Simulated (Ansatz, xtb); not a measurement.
**C4H5BOS: which of two isomers lies lower**

Structure a is `Bc1occc1S`, a singlet and structure b is `Bc1cocc1S`, a singlet. Both are isolated molecules in the gas phase, relaxed with r2SCAN-D4/def2-SVP; the shapes shown needn't be the lowest conformers.

a (Å):

```xyz
12

C    -1.4992   -0.5677    0.9990
C    -0.8357   -2.5786    0.3545
C    -0.5001   -1.7465   -0.6875
C    -0.9236   -0.4518   -0.2801
B    -2.1204    0.4140    1.9507
O    -1.4189   -1.9186    1.3497
S    -0.7237    0.9732   -1.2604
H    -2.5514    0.0498    3.0151
H    -2.1851    1.5811    1.6372
H    -0.7075   -3.6518    0.4949
H    -0.0145   -2.0260   -1.6208
H    -1.2904    1.8233   -0.3738
```

b (Å):

```
atom    x (Å)    y (Å)    z (Å)
   C  -1.2940  -0.6577   0.9285
   C  -1.4353  -2.0158   1.1729
   C  -1.1543  -1.8657  -0.9879
   C  -1.1079  -0.5829  -0.5170
   B  -1.3382   0.4233   1.9956
   O  -1.3556  -2.7386   0.0562
   S  -0.8685   0.8538  -1.4928
   H  -1.2078   1.5949   1.7188
   H  -1.5072   0.1137   3.1511
   H  -1.5957  -2.5705   2.0968
   H  -1.0686  -2.3158  -1.9732
   H  -0.9309   1.7106  -0.4499
```

Energies in hartree; the thermal terms are from GFN2-xTB frequencies at re-optimised GFN2-xTB minima (ideal gas, soft modes damped towards free rotors, one conformer each, 298.15 K, 1 atm) and include the zero-point energy:

```
                              a           b
E, CCSD(T)/def2-SVP  −652.101173  −652.095417
    E, MP2/def2-SVP  −652.015271  −652.008523
  E, MP2/def2-TZVPP  −652.661682  −652.654879
  zero-point energy     0.077935     0.077568
       H(298 K) − E     0.085791     0.085607
       G(298 K) − E     0.047086     0.046482
```

Problem. Correct the CCSD(T) difference for the basis set by the MP2 change, then work out ΔE, ΔE₀, ΔH and ΔG for a → b in kJ/mol (1 Eh = 2625.50 kJ/mol) and the equilibrium ratio [b]/[a].

Solution. 1. Differences b − a: CCSD(T) +0.005756, MP2 in the small set +0.006748, MP2 in the large set +0.006803 Eh.
2. ΔE = +0.005756 + (+0.006803 − (+0.006748)) = +0.005811 Eh = +15.26 kJ/mol.
3. ΔE₀ = ΔE + ΔZPE = +0.005811 + (−0.000367) Eh = +14.29 kJ/mol.
4. ΔH = ΔE + (−0.000184) Eh = +14.77 kJ/mol.
5. ΔG = ΔE + (−0.000604) Eh = +13.67 kJ/mol, so ΔS = (ΔH − ΔG)/T = +3.7 J/(mol K).
6. kT = 0.9442 mEh, so K = [b]/[a] = exp(−ΔG/kT) = exp(−5.51) ≈ 0.004.

Structure a is favoured at this temperature. An error of 4 kJ/mol in ΔG would change K by a factor of 5. Mirror images and further conformers aren't counted.

As drawn, both hold the same kinds of bond in the same numbers.

Other levels gave ΔE = +17.8 (GFN2-xTB); +18.0 (HF/STO-3G, GFN2-xTB geometries); +25.2 (r2SCAN-D4/def2-SVP//GFN2-xTB); +24.8 (r2SCAN-D4/def2-SVP); +9.5 (HF/def2-SVP); +17.7 (MP2/def2-SVP); +15.1 (CCSD(T)/def2-SVP) kJ/mol. The correlated steps freeze 11 core orbitals. Programs: Ansatz 0.2.0, xtb 6.7.1.

The preference for a is mainly electronic: the zero-point and thermal terms trim the gap only slightly, and every level listed gives the same sign. The likely cause is conjugation between the sulfur lone pair and the empty boron p orbital. In a, the 2-boryl and 3-sulfanyl groups sit at the two ends of a formal C=C bond, a direct push-pull path. In b they are on different formal double bonds and only cross-conjugated, although the ring oxygen can still donate towards boron. The geometries fit this, with shorter C–B and C–S bonds in a and a more stretched C=C bond between the substituted carbons. A direct S→B bond plays no part, as the two atoms are far apart in both isomers.

The size of the gap is less settled than its sign: it grows from +9.5 (HF) to +15.1 kJ/mol (CCSD(T)) in the same basis, probably because correlation favours the more delocalised π system. The ratio describes free monomers; hydride-bridged dimers or donor solvents would occupy the boron orbital and could change the preference.
